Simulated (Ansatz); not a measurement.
**How methods differ on CH2NSi (SMILES N#C[SiH2])**

The species is CH2NSi (5 atoms), meant as a doublet with charge 0. SMILES: `N#C[SiH2]`. The shape is that of a PBE0-D4/def2-TZVP optimisation.

Quantity: the vertical energy of the quartet above the doublet, in eV. The values are calculated.

```
            level                    kind  program  value (eV)  less FCI/STO-3G
       UHF/STO-3G            Hartree–Fock   Ansatz        6.26            -1.22
    USVWN5/STO-3G                     LDA   Ansatz        7.86            +0.38
     UBLYP/STO-3G                     GGA   Ansatz        7.57            +0.09
  U-r2SCAN/STO-3G                meta-GGA   Ansatz        7.39            -0.09
UCAM-B3LYP/STO-3G  range-separated hybrid   Ansatz        7.41            -0.07
   UB2PLYP/STO-3G           double hybrid   Ansatz        7.80            +0.32
      UMP2/STO-3G     perturbation theory   Ansatz        8.13            +0.65
    UCCSDT/STO-3G   coupled cluster or CI   Ansatz        7.38            -0.10
       FCI/STO-3G      exact in the basis   Ansatz        7.48             0.00
```

FCI/STO-3G is exact within its basis and frozen core, so for wave-function methods in that basis the difference is their error; functionals converge differently with the basis, so for them it is only a difference. The values span 6.26 to 8.13 eV. Spin contamination of the reference (⟨S²⟩ at least 0.1 too high) touches UHF/STO-3G, UMP2/STO-3G, UCCSDT/STO-3G. All rows use very small basis sets, so none should be taken for the real molecule's value.

Every method places the doublet well below the quartet at this geometry. That fits a radical with one unpaired electron, largely on silicon, and an otherwise closed-shell framework. Reaching the quartet means unpairing a bonding pair, most plausibly by a π→π* promotion in the C≡N group, which explains the large gap.

Such a promotion also gives up opposite-spin correlation, which stabilises the doublet more than the quartet. Its absence from Hartree–Fock probably accounts for much of the low 6.26 eV, against 7.48 eV for FCI. UMP2 overshoots to 8.13 eV, which suggests that second-order theory on this reference does not balance the two states. UCCSDT comes much closer to FCI, as expected when correlation is treated iteratively through triple excitations. The density functionals already include opposite-spin correlation approximately and avoid the large Hartree–Fock lowering, but their values do not change steadily with the kind of functional.

Because the gap is vertical, it does not show how far the quartet would fall on relaxation, which could be considerable if the C≡N bond lengthens or bends.
